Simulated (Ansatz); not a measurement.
**BH3O (SMILES BO): the energy, rung by rung**

BH3O: 5 atoms, total charge 0, spin state singlet. SMILES: `BO`. The coordinates come from a PBE0-D4/def2-TZVP relaxation.

```xyz
5

B    -0.2266   -0.3528    0.0747
O     0.4135    0.8018    0.3459
H    -0.8203   -0.8655    0.9778
H    -0.1906   -0.8289   -1.0281
H     0.8740    1.1718   -0.4117
```

Quantity: the energy change with the O2–H5 bond stretched from 0.961 to 2.402 Å, in eV. The values are calculated.

```
                      level                    kind  program  value (eV)  less FCI/STO-3G
     HF/STO-3G (restricted)            Hartree–Fock   Ansatz        9.74            +5.87
 revPBE/STO-3G (restricted)                     GGA   Ansatz        5.44            +1.57
 r2SCAN/STO-3G (restricted)                meta-GGA   Ansatz        6.14            +2.27
  B3LYP/STO-3G (restricted)           global hybrid   Ansatz        6.41            +2.54
  HSE06/STO-3G (restricted)  range-separated hybrid   Ansatz        6.75            +2.88
 B2PLYP/STO-3G (restricted)           double hybrid   Ansatz        5.95            +2.08
RPA@PBE/STO-3G (restricted)                     RPA   Ansatz        5.05            +1.18
BCCD(T)/STO-3G (restricted)   coupled cluster or CI   Ansatz        3.82            -0.05
  CCSDT/STO-3G (restricted)   coupled cluster or CI   Ansatz        3.87             0.00
                 FCI/STO-3G      exact in the basis   Ansatz        3.87             0.00
```

FCI/STO-3G is exact within its basis and frozen core, so for wave-function methods in that basis the difference is their error; functionals converge differently with the basis, so for them it is only a difference. Spin-restricted single references rise too steeply as a bond breaks, Hartree–Fock most of all. Perturbation and coupled-cluster corrections on them can overshoot downwards. The first shape isn't each level's own minimum. The values span 3.82 to 9.74 eV. All rows use very small basis sets, so even the best lies far from the true value.

At the stretched O–H distance the bonding and antibonding σ orbitals approach each other in energy, and the singlet needs both the σ² and σ*² configurations. A single doubly occupied σ orbital instead retains too much ionic character, with both electrons on the same fragment, which accounts for most of the 5.87 eV Hartree–Fock excess. Semilocal exchange mimics part of the missing left–right correlation, so replacing some of it with exact exchange probably explains why B3LYP and HSE06 lie above revPBE. Exact exchange alone does not order the functionals, however: r2SCAN lies above revPBE without any, and B2PLYP falls below B3LYP despite a larger share, probably because its perturbative correlation offsets the cost.

CCSDT matches FCI to the printed precision because breaking one electron-pair bond is chiefly a two-electron problem, with triples coupling it to the remaining electrons. The small BCCD(T) deviation suggests that perturbative triples are already strained by the narrowing orbital gap. Two geometries cannot show whether this agreement persists to full dissociation.
